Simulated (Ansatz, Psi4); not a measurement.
How methods differ on Si2H6O (disiloxane)

The species is Si2H6O (9 atoms), meant as a singlet with charge 0. SMILES: `[SiH3]O[SiH3]`. The shape is that of a PBE0-D4/def2-TZVP optimisation.

| atom | x (Å) | y (Å) | z (Å) |
| --- | --- | --- | --- |
| Si | -0.7103 | 1.0527 | -0.9195 |
| O | 0.4255 | 0.0910 | -0.2454 |
| Si | 0.7756 | -1.0388 | 0.8818 |
| H | -1.7873 | 0.2266 | -1.5257 |
| H | -0.0606 | 1.8724 | -1.9702 |
| H | -1.3062 | 1.9428 | 0.1113 |
| H | 2.2243 | -1.3431 | 0.8000 |
| H | -0.0093 | -2.2756 | 0.6288 |
| H | 0.4483 | -0.5279 | 2.2389 |

Each level gives the electronic atomisation energy (eV). The values are calculated. Electronic energies at fixed atoms, without zero-point motion or spin-orbit coupling.

| level | kind | program | value (eV) | CPU time (all runs) |
| --- | --- | --- | --- | --- |
| SVWN5/cc-pVDZ | LDA | Ansatz | 31.95 | 5.3 s |
| PBE/cc-pVDZ | GGA | Ansatz | 28.36 | 8.2 s |
| r2SCAN/cc-pVDZ | meta-GGA | Ansatz | 28.77 | 14 s |
| B3LYP/cc-pVDZ | global hybrid | Ansatz | 28.60 | 8.9 s |
| PBE0/cc-pVDZ | global hybrid | Ansatz | 28.17 | 8 s |
| wB97M-V/cc-pVDZ | range-separated hybrid | Ansatz | 29.25 | 63 s |
| PBE-QIDH/cc-pVDZ | double hybrid | Ansatz | 27.93 | 12 s |
| MP3/cc-pVDZ | perturbation theory | Psi4 | 26.85 | 59 s |
| BCCD(T)/cc-pVDZ | coupled cluster or CI | Ansatz | 27.05 | 15 s |

The values span 26.85 to 31.95 eV. CPU times are rough (shared hosts, several kinds of processor): they show what a rung costs within a factor of a few.

All levels describe a strongly bound molecule, but they disagree on the total by far more than chemical accuracy. SVWN5 stands apart at 31.95 eV, the familiar LDA overbinding, probably because gradient corrections stabilise the separated atoms, with their more inhomogeneous densities, more than the molecule. Beyond LDA, the order doesn't simply follow the rungs: r2SCAN and wB97M-V both lie above PBE, while PBE0 and PBE-QIDH lie below it.

The BCCD(T) value of 27.05 eV shouldn't be used to rank the functionals. Atomisation creates many new electron pairs in reverse, and their correlation energy converges slowly with the basis. The polar Si–O bonds also need tight d functions on silicon, which cc-pVDZ lacks. The coupled-cluster result is therefore expected to lie well below its basis-set limit, and the closeness of MP3 to it is no evidence that MP3 is accurate. Because the total combines Si–H and Si–O bonding, the spread doesn't reveal how well any level describes the siloxane linkage itself.
